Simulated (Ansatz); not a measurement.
# Al: energy above lowest point against volume scale

Free energy against uniform scaling of the volume at fixed shape and fractions; periodic cell, basis, potentials, k mesh and filling as listed. The results are calculated, by Ansatz 0.2.0.

The cell before it is scaled or strained (space group Fm-3m, No. 225):
```
CELL_PARAMETERS angstrom
0.00000 2.02480 2.02480
2.02480 0.00000 2.02480
2.02480 2.02480 0.00000
ATOMIC_POSITIONS crystal
Al 0.00000 0.00000 0.00000
```

Settings of every row: functional PBE; dispersion none; potentials all-electron LAPW; k mesh 12x12x12; k shift 0x0x0; occupations fermi dirac; smearing width 0.05 eV; spin none; SCF threshold exponent -10.

Limits: coarse k mesh, up to 40 meV an atom off.

```
row  volume scale  V (Å³/atom)  energy above lowest point (meV/atom)
  1          0.94       15.606                                    14
  2          0.97       16.105                                   2.8
  3             1       16.603                                     0
  4          1.03       17.101                                   4.5
  5          1.06       17.599                                     ?
```

Question: what energy above lowest point should row 5 give?

Worked fit of energy above lowest point. Take u = (V_r/V)^(2/3) − 1 with V_r = 16.354 Å³ an atom, which is twice the finite (Eulerian) strain; such expansions in the strain, on which the Birch-Murnaghan equation of state is built, carry the rest volume and the bulk modulus. The shown rows have u = 0.0317, 0.01028, -0.01002, -0.02934. Least squares give energy above lowest point = 0.43 + 133.9 × u + 9289 × u² meV/atom; a straight line predicts inner rows, each left out in turn, worse (root mean square 5.5 against 0.037 meV/atom). All shown rows lie on it to the printed digit. Its lowest point lies at u = -0.0072, or V = 16.53 Å³ an atom, and the curvature there gives the bulk modulus at fixed shape and fractions, B = (4/9)(1 + u)² E″(u)/V = 78.9 GPa. The withheld row has u = -0.04774, so the fit gives 0.43 + 133.9 × (-0.04774) + 9289 × (-0.04774)² = 15.2 meV/atom.

The calculation gave 15.2 meV/atom. The fit meets it to the printed digit. This row lies beyond the range of the fit.
